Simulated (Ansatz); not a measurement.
A series in volume scale on Mo

Results calculated with Ansatz 0.2.0, not measured. Free energy against uniform scaling of the volume at fixed shape and fractions; periodic cell, basis, potentials, k mesh and filling as listed.

The cell before it is scaled or strained (space group Im-3m, No. 229):
```
Mo
1.0
     -1.5734     1.5734     1.5734
      1.5734    -1.5734     1.5734
      1.5734     1.5734    -1.5734
Mo
1
Direct
  0.00000 0.00000 0.00000
```

Settings of every row: functional PBE; dispersion none; potentials PAW; wave cutoff 500 eV; density cutoff 2000 eV; k mesh 13x13x13; k shift 0x0x0; occupations cold; smearing width 0.1 eV; spin none.

Limits: coarse k mesh, up to 40 meV an atom off.

```csv
row,volume scale,V (Å³/atom),energy above lowest point (meV/atom),pressure (GPa)
1,0.88,13.711,275.8,48.89
2,0.92,14.334,122.9,30.38
3,0.96,14.957,35,15.31
4,1,15.58,0,3.16
5,1.04,16.204,7.3,-6.55
6,1.08,16.827,48.5,-14.41
7,1.12,17.45,?,?
```

Question: what energy above lowest point and pressure should row 7 give?

Worked fit of energy above lowest point. Take u = (V_r/V)^(2/3) − 1 with V_r = 15.268 Å³ an atom, which is twice the finite (Eulerian) strain; such expansions in the strain, on which the Birch-Murnaghan equation of state is built, carry the rest volume and the bulk modulus. The shown rows have u = 0.07434, 0.04298, 0.01381, -0.0134, -0.03889, -0.06276. Least squares give energy above lowest point = 11.73 + 1277.2 × u + 30113 × u² + 6662 × u³ meV/atom; a parabola predicts inner rows, each left out in turn, worse (root mean square 0.71 against 0.22 meV/atom). The rows lie off it by 0.0, 0.1, -0.1, 0.0, 0.1, 0.0. Its lowest point lies at u = -0.0214, or V = 15.77 Å³ an atom, and the curvature there gives the bulk modulus at fixed shape and fractions, B = (4/9)(1 + u)² E″(u)/V = 257 GPa. The withheld row has u = -0.0852, so the fit gives 11.73 + 1277.2 × (-0.0852) + 30113 × (-0.0852)² + 6662 × (-0.0852)³ = 117.4 meV/atom.

The calculation gave 117.5 meV/atom. The fit lies 0.1 meV/atom (0.036 % of the column's range) below it, one unit of the last digit. This row lies beyond the range of the fit.

Worked fit of pressure. Take u = (V_r/V)^(2/3) − 1 with V_r = 15.268 Å³ an atom, which is twice the finite (Eulerian) strain; such expansions in the strain, on which the Birch-Murnaghan equation of state is built, carry the rest volume and the bulk modulus. The shown rows have u = 0.07434, 0.04298, 0.01381, -0.0134, -0.03889, -0.06276. Least squares give pressure = 8.936 + 447.24 × u + 1210.3 × u² GPa; a straight line predicts inner rows, each left out in turn, worse (root mean square 2.2 against 0.062 GPa). The rows lie off it by 0.02, -0.01, -0.03, 0.00, 0.08, -0.04 (root mean square 0.04 GPa). The pressure vanishes at u = -0.0212, or V = 15.77 Å³ an atom, and there the bulk modulus at fixed shape and fractions is B = −V dP/dV = (2/3)(1 + u) dP/du = 258 GPa. The withheld row has u = -0.0852, so the fit gives 8.936 + 447.24 × (-0.0852) + 1210.3 × (-0.0852)² = -20.38 GPa.

The calculation gave -20.84 GPa. The fit lies 0.46 GPa (2.2 % of the value, 0.66 % of the column's range) above it; its largest miss of a shown row is 0.08 GPa. This row lies beyond the range of the fit.
